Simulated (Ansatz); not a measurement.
# Ti: energy above lowest point as volume scale varies

All results are calculated (Ansatz 0.2.0). Free energy against uniform scaling of the volume at fixed shape and fractions; periodic cell, basis, potentials, k mesh and filling as listed.

The cell before it is scaled or strained (space group Im-3m, No. 229):
```
Ti
1.0
     -1.6410     1.6410     1.6410
      1.6410    -1.6410     1.6410
      1.6410     1.6410    -1.6410
Ti
1
Direct
  0.00000 0.00000 0.00000
```

Settings of every row: functional PBEsol; dispersion none; potentials all-electron LAPW; k mesh 12x12x12; k shift 0x0x0; occupations gaussian; smearing width 0.1 eV; spin none; basis error target 0.002 eV/atom.

Limits: coarse k mesh, up to 40 meV an atom off.

```
row  volume scale  V (Å³/atom)  energy above lowest point (meV/atom)
  1          0.92       16.262                                     0
  2          0.96       16.969                                   3.1
  3             1       17.676                                     ?
  4          1.04       18.383                                    63
  5          1.08        19.09                                 113.5
```

Question: what energy above lowest point should row 3 give?

Worked fit of energy above lowest point. Take u = (V_r/V)^(2/3) − 1 with V_r = 17.676 Å³ an atom, which is twice the finite (Eulerian) strain; such expansions in the strain, on which the Birch-Murnaghan equation of state is built, carry the rest volume and the bulk modulus. The shown rows have u = 0.05716, 0.02759, -0.02581, -0.05001. Least squares give energy above lowest point = 25.27 − 1146.5 × u + 12333 × u² meV/atom; a straight line predicts inner rows, each left out in turn, worse (root mean square 20 against 0.19 meV/atom). The rows lie off it by 0.0, 0.1, -0.1, 0.0. Its lowest point lies at u = 0.0465, or V = 16.51 Å³ an atom, and the curvature there gives the bulk modulus at fixed shape and fractions, B = (4/9)(1 + u)² E″(u)/V = 116 GPa. The withheld row has u = 0, so the fit gives 25.27 − 1146.5 × (0) + 12333 × (0)² = 25.3 meV/atom.

The calculation gave 25.3 meV/atom. The fit meets it to the printed digit.
